Filling the lower spin-orbit level first looks like a pure spin-orbit gain. For a d electron $\mathbf{l\cdot s}=-3/2$ in $j=3/2$ and $+1$ in $j=5/2$; weighted with four and six states these cancel, so the nl average, which weights all states of the configuration equally, carries no first-order spin-orbit energy. $N$ electrons in 4d$_{3/2}$ should then lie $\tfrac32 N\zeta$ below it, $\zeta$ being the spin-orbit parameter of the 4d shell. Dirac-Coulomb Hartree-Fock gives the sign but more depth.

Ions with 39 electrons were computed with B-spline radial code 1 at the basis limit, using Dirac-Coulomb Hartree-Fock and a Fermi nucleus, averaged over the nl configuration or the jj configuration that fills j = l − 1/2 first. ζ = (α²/2)<(1/r) dV/dr>, without exchange, and F2 come from non-relativistic Hartree-Fock, averaged over the configuration, with a point nucleus.

| species | Z | charge (e) | configuration | jj occupations of the open shell | E(low j first) − E(nl average) (eV) | Σ<r²>, nl (bohr²) | Σ<r²>: low j first/nl average − 1 (%) | ζ of the open shell, non-rel. (eV) | F2 of the open shell, non-rel. (eV) |
| --- | --- | --- | --- | --- | --- | --- | --- | --- | --- |
| Zr+ | 40 | 1 | [Kr] 4d2 5s1 | (4d3/2)2 | -0.2170 | 45.96 | -0.16 | 0.05332 | 5.983 |
| Nb2+ | 41 | 2 | [Kr] 4d3 | (4d3/2)3 | -0.5863 | 30.95 | -0.37 | 0.07422 | 6.804 |
| Mo3+ | 42 | 3 | [Kr] 4d3 | (4d3/2)3 | -0.7796 | 25.86 | -0.29 | 0.1070 | 7.886 |
| Tc4+ | 43 | 4 | [Kr] 4d3 | (4d3/2)3 | -0.9926 | 22.31 | -0.25 | 0.1450 | 8.835 |
| Ru5+ | 44 | 5 | [Kr] 4d3 | (4d3/2)3 | -1.229 | 19.63 | -0.22 | 0.1888 | 9.704 |
| Rh6+ | 45 | 6 | [Kr] 4d3 | (4d3/2)3 | -1.493 | 17.49 | -0.21 | 0.2389 | 10.52 |
| Pd7+ | 46 | 7 | [Kr] 4d3 | (4d3/2)3 | -1.786 | 15.74 | -0.20 | 0.2959 | 11.29 |
| Ag8+ | 47 | 8 | [Kr] 4d3 | (4d3/2)3 | -2.111 | 14.28 | -0.19 | 0.3603 | 12.04 |
| Cd9+ | 48 | 9 | [Kr] 4d3 | (4d3/2)3 | -2.472 | 13.03 | -0.19 | 0.4327 | 12.77 |
| In10+ | 49 | 10 | [Kr] 4d3 | (4d3/2)3 | -2.871 | 11.96 | -0.19 | 0.5135 | 13.48 |
| Sn11+ | 50 | 11 | [Kr] 4d3 | (4d3/2)3 | -3.310 | 11.02 | -0.19 | 0.6035 | 14.17 |

The low-$j$ configuration is the lower one in every row, and from Nb$^{2+}$ to Sn$^{11+}$, all 4d$^3$, the gap widens at each step. Yet $-4.5\zeta$ supplies only 57% of it in Nb$^{2+}$ and 82% in Sn$^{11+}$. A free slope does not repair this: a least-squares line through the origin over the ten d$^3$ rows needs $-5.75\zeta$ and still misses by 0.12 eV rms.

Angular algebra supplies a second, electrostatic term. With $F^k$ the Slater integrals of the 4d repulsion ($F^2$ is tabulated), a pair averaged over the d shell costs $F^0-\tfrac{2}{63}(F^2+F^4)$, and a pair within d$_{3/2}$ costs $F^0-\tfrac1{15}F^2$. With a common radial function $F^0$ cancels:

$$\Delta E=-\tfrac32N\zeta+\tfrac{N(N-1)}2\left(-\tfrac{11}{315}F^2+\tfrac{2}{63}F^4\right).$$

Nothing is fitted; $F^4/F^2=0.673$ comes from the non-relativistic Cd$^{9+}$ run and is used throughout. For Sn$^{11+}$ the first term is $-4.5\times0.6035=-2.72$ eV, the second $3\times14.17\times(-0.0349+0.0214)\approx-0.58$ eV, together $-3.29$ eV against the computed $-3.31$ eV.

Two limits frame the series. As $\zeta\to0$ three electrons keep $-0.041F^2$; as $\zeta$ dominates the gap tends to $-4.5\zeta$. Rising charge pulls the 4d shell inward, and $\zeta$, weighted roughly as $r^{-3}$, grows eightfold from Nb$^{2+}$ to Sn$^{11+}$ while $F^2$, scaling as $r^{-1}$, doubles. By the formula a lone d electron would show $-1.5\zeta$ only, and a full d$_{3/2}$ subshell $-6\zeta$ plus six pair terms.

The model misses the d$^3$ rows by 0.015 eV rms. It overshoots the computed gap by 4% in Nb$^{2+}$ and falls 0.5% short in Sn$^{11+}$; that change of sign disappears if the Dirac ratio 0.657 of Mo$^{3+}$ is used, and the misses then reach 0.035 eV, so neither the sign nor the exact size of the misfit deserves weight. Zr$^+$ is another configuration, 4d$^2$5s, with one d–d pair and a 5s electron that the jj label omits; there the overshoot is 11%. For Mo$^{3+}$ the Dirac orbital energies and integrals of the nl run, kept frozen, give $-0.769$ eV, leaving about 0.01 eV of the computed $-0.780$ eV to relaxation, and they imply an effective $\zeta$ of 0.91 times the tabulated one. The neglect of exchange in the tabulated $\zeta$ and its non-relativistic orbital are plausible reasons, which these numbers do not separate. The model's close agreement is therefore partly a cancellation: in Mo$^{3+}$ its spin-orbit term, $-0.481$ eV, is deeper than the Dirac $-0.438$ eV, while its pair term, $-0.321$ eV, is shallower than the Dirac $-0.331$ eV and relaxation is missing. On the Dirac terms spin-orbit supplies 56% of that gap rather than 62%, so the need for the pair term only grows. The slight fall of $\Sigma\langle r^2\rangle$, the sum of mean square radii over all electrons, follows in Mo$^{3+}$ from the smaller d$_{3/2}$ orbital: reweighting gives $-0.079$ bohr², the two runs $-0.075$.

The order against the average is safe because both terms have the same sign. The pair term turns positive only for $F^4/F^2>1.1$, whereas the kernel $r_<^k/r_>^{k+1}$ falls with $k$ and forces $F^4<F^2$. The Breit interaction is not in the gap; the Gaunt energies of the same runs would shrink it by 2.4 to 3.0% throughout the series. Correlation is absent. To the extent that it acts by screening the $F^k$, it reduces the pair term and leaves the spin-orbit term standing, which is an argument and no computed result. What does reverse the order is the choice of subshell: three electrons in d$_{5/2}$ lie above the average in the same model, by 0.11 eV in Nb$^{2+}$ and 1.58 eV in Sn$^{11+}$.

The p$^2$ configuration of the carbon group shows that the agreement of signs is particular to the shell. A $(\mathrm p_{1/2})^2$ pair costs $F^0$, the p$^2$ average $F^0-\tfrac2{25}F^2$, so the gap is $-2\zeta+\tfrac2{25}F^2$ and turns positive for $\zeta/F^2<0.04$. The analogy holds in structure: both low-$j$ configurations contain a single level, which mixes with others of equal $J$. It fails in sign, since a $j=1/2$ subshell has no $F^2$ term to gain from, and p$^2$ has no $F^4$.

Beating the average is a weak victory, since the average is a centroid and no level. $(4\mathrm d_{3/2})^3$ is one $J=3/2$ level, and Hund's $^4F$ term competes with it. In the model $^4F$ lies $0.257F^2$ below the centroid and its $J=3/2$ level gains a further $2\zeta$ in first order. The two diagonal energies meet when $2.5\zeta=(0.257-0.041)F^2$, at $\zeta/F^2=0.086$; the table runs from 0.011 in Nb$^{2+}$ to 0.043 in Sn$^{11+}$. Diagonalising all $\binom{10}{3}=120$ states of d$^3$ with the tabulated $\zeta$ and $F^2$ puts the lowest level 1.3 eV (Nb$^{2+}$) to 1.9 eV (Sn$^{11+}$) below the computed jj energy, far more than the model's few hundredths of an eV. These are model levels with one frozen radial function, confined to 4d$^3$.

The states are not orthogonal: the jj state makes up 0.34 of the lowest level even in the LS limit, 0.39 in Nb$^{2+}$, one half at Ag$^{8+}$ and 0.57 in Sn$^{11+}$. Because of that overlap a weight of one half is no midpoint between the coupling schemes: the lowest level lies only 0.02 eV (Nb$^{2+}$) to 0.34 eV (Sn$^{11+}$) below the first-order $^4F_{3/2}$ energy and stays predominantly $^4F_{3/2}$, at the LS end of intermediate coupling. Hartree-Fock is known to overestimate the $F^k$; an assumed cut of 20% moves the crossing to 0.069, still beyond Sn$^{11+}$, and leaves a gap of 1.0 to 1.4 eV. Well past the crossing the jj state is the better single description, yet mixing keeps the lowest $J=3/2$ level beneath it until $F^2/\zeta$ vanishes.
